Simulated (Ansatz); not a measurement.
# Work function of unrelaxed Ba(110) films from 1 to 13 layers with PBE: three layers reach the thick-film value

Barium holds its two 6s electrons loosely, far outside a filled core, and so has a low work function for a metal. That makes it a candidate for a photocathode that responds to visible light.

**Problem.** A Ba(110) film is to have a photoemission threshold within 1 nm of the thick film's, at a thickness of at most 20 Å and with as few layers as possible. The support is assumed only to hold the in-plane spacing at the bulk value. Which film should be chosen?

The quantity calculated is the work function Φ of a free-standing film, the vacuum level less the Fermi level. The 13-layer film stands for the thick film, and thickness is counted between the outermost atomic planes.

## How the numbers were made

Ansatz 0.2.0, plane-wave Kohn-Sham DFT with its default PAW datasets at a cutoff of 420 eV. Symmetric 1×1 slabs of 1 to 13 layers are cut at the tabulated measured lattice constant with atoms at bulk places and 18 Å of vacuum. In-plane k-spacing 0.15 Å⁻¹ (2π included), Fermi-Dirac smearing of 0.1 eV, dipole correction on. Spin-paired. Scalar-relativistic, no spin-orbit coupling. PBE. The crystal is bcc; the mesh is the same for all thicknesses of a face.

Notes on method and selection:

- Confinement between the two faces quantises the states along the normal, so values can oscillate with thickness.
- The atoms are not relaxed; free films of one to three layers would take another lattice constant.
- Runs in which the search for lower states was switched off are not listed.
- Work functions and vacuum levels are read from the electrostatic potential (Hartree and local ionic parts), which a warning of a rough exchange-correlation potential in thin density does not concern.
- Error sizes named in these notes are rules of thumb and were not measured on these runs.
- The default PAW datasets of this version of Ansatz are the set soft_2.
- Runs that did not converge, have known faults or may not be shown are not listed, and runs on Ansatz's PAW sets soft_1 and soft_2 are kept to separate tables.

Columns:

- layers: number of atomic layers.
- thickness (Å): distance between the outermost atomic planes.
- Φ (eV): work function: vacuum level outside the slab less the Fermi level.
- ΔΦ to thickest (eV): work function less that of the thickest slab of the same face.

## Table of results

| member | layers | thickness (Å) | Φ (eV) | ΔΦ to thickest (eV) |
| --- | --- | --- | --- | --- |
| 1 layer | 1 | 0.00 | 2.387 | −0.052205 |
| 2 layers | 2 | 3.55 | 2.429 | −0.010935 |
| 3 layers | 3 | 7.10 | 2.439 | −0.000361 |
| 4 layers | 4 | 10.65 | 2.440 | 0.000809 |
| 5 layers | 5 | 14.20 | 2.440 | 0.000780 |
| 6 layers | 6 | 17.75 | 2.440 | 0.000672 |
| 7 layers | 7 | 21.30 | 2.440 | 0.000104 |
| 8 layers | 8 | 24.85 | 2.439 | −0.000148 |
| 10 layers | 10 | 31.95 | 2.440 | 0.000097 |
| 13 layers | 13 | 42.60 | 2.439 | 0.000000 |

## What drives the series

The work function rises towards the thick-film value and has practically reached it at three layers. One layer lies 0.052 eV below the 13-layer film, two layers 0.011 eV below, and three layers less than 0.001 eV below. The second layer therefore cuts the shortfall by a factor of 0.052205 / 0.010935 = 4.8. Per ångström of added thickness, the rise is (0.052205 − 0.010935) / 3.55 = 0.0116 eV/Å from one layer to two and (0.010935 − 0.000361) / 3.55 = 0.0030 eV/Å from two to three.

Several things favour a quick approach, and the table cannot separate them. Conduction electrons screen an electrostatic disturbance within roughly 1 Å, much less than the 3.55 Å between layers. Screening does not remove the standing waves between the two faces, however, and these can make the work function oscillate with thickness. The smearing of 0.1 eV damps such an oscillation by averaging over states near the Fermi level, so the flatness of the plateau may be due in part to this setting. The geometry also plays a role. In a bcc crystal the nearest and second-nearest neighbours of an atom in a (110) plane lie in its own plane or the two adjacent ones. Two layers give each atom the near neighbours of a true surface atom, and three layers are the first to contain an atom with a complete bulk shell.

The sign is less simple. The work function can be written Φ = D − μ, where D is the rise in electrostatic potential from the film's interior to the vacuum and μ is the Fermi level measured from the mean interior potential. Confinement in a very thin film can raise μ and so lower Φ, which agrees in sign with the low values at one and two layers. D changes as well, and the table gives only the difference D − μ, so this cause is not shown by the data. In the single layer μ also depends on the smearing, as explained under the residuals.

## Residuals

The one- and two-layer films are the members off the plateau. From four layers upwards the values span 0.000809 + 0.000148 = 0.00096 eV. The shortfall of the single layer is about 55 times that span and that of the double layer about 11 times, so both stand clear of the plateau at the settings used. The span does not measure the error from smearing or mesh, neither of which was varied in this series. The single layer is the most exposed: its filled and empty bands overlap by much less than the smearing width, so its Fermi level, and with it its work function, depends on that width. Both values describe films held at the bulk lattice constant; free films of one to three layers would adopt another, and their work functions would change with it.

The small rise and fall from four layers onwards neither shows a quantum-size oscillation nor proves that there is none. The smearing damps any such oscillation, and the grid spacing along the normal differs slightly from film to film, which may itself shift values that lie this close together. Runs with a wider vacuum are left out of the table.

## Choosing a member

**Solution.** The threshold wavelength is λ = hc/Φ, with hc = 1240 eV nm. For the 13-layer film this gives 1240 / 2.439 = 508.4 nm. The shift of another film from this reference is Δλ = −508.4 nm × ΔΦ/Φ, positive towards longer wavelength.

The thickness limit removes the films of 7, 8, 10 and 13 layers. At the smearing of 0.1 eV used throughout, the other six give:

- 1 layer: 508.4 × 0.052205 / 2.387 = 11.1 nm, rejected
- 2 layers: 508.4 × 0.010935 / 2.429 = 2.3 nm, rejected
- 3 layers: 508.4 × 0.000361 / 2.439 = 0.08 nm, accepted
- 4 layers: −508.4 × 0.000809 / 2.440 = −0.17 nm, accepted
- 5 and 6 layers: −0.16 and −0.14 nm, accepted

**The pick is the three-layer film, 7.10 Å thick.** The runner-up is the four-layer film at 10.65 Å. At the settings used their thresholds are equal for this purpose, and the choice rests on the number of layers. The pick is provisional, because it was not tested with a smaller smearing.

PBE work functions of metals are commonly wrong by roughly 0.2 eV, more often too low than too high. This moves the absolute threshold by about 508 × 0.2 / 2.44 = 42 nm, so the table cannot fix the working wavelength to 1 nm. The brief asks only for a difference, from which any error common to all the films largely drops out. Whether the remainder stays within the tolerance was not tested. If every Φ were 0.2 eV higher, at about 2.44 + 0.2 = 2.64 eV, the shifts would shrink by a factor of (2.44 / 2.64)² = 0.85. The two-layer film would still miss, at 2.3 × 0.85 = 2.0 nm.

Relaxation could overturn the pick. Runs with relaxed atoms are left out of the table, so its effect is not known here. A shift common to all films would cancel, but the tolerance of 1 nm corresponds to only 2.439 / 508.4 = 0.0048 eV. The three-layer film already uses 0.0004 eV of this, which leaves 0.0048 − 0.0004 = 0.0044 eV. If relaxation lowered its work function by more than that relative to the thick film, the three-layer film would fail and the four-layer film would have to be tested in the same way.

The smearing sets a second limit. Its width is 0.1 / 0.0048 = 21 times the tolerance. The width is not itself the error in Φ, but a change in it need not move all films alike, since it damps oscillations with thickness. The two-layer film misses the tolerance by only 0.0109 − 0.0048 = 0.0061 eV, so its rejection is as untested in this respect as the acceptance of the three-layer film. Films of two, three and four layers and the thick film should be recalculated with a smaller smearing and a denser mesh before the choice is treated as settled.

## Rules of thumb and their limits

For unrelaxed Ba(110) at the bulk lattice constant and a smearing of 0.1 eV, every calculated film from 3 to 10 layers lies within 0.001 eV of the 13-layer film. This agreement should not be carried over to a smaller smearing, or to a real film at room temperature with its sharper electron distribution, without new runs. Thinner films need their own values, because the shortfall does not shrink by a constant factor per layer.

In a real device the state of the surface matters more than the layer count. Barium oxidises readily, and oxidation can shift its work function by much more than the 0.052205 + 0.000809 = 0.053 eV between the lowest and highest values in the table.
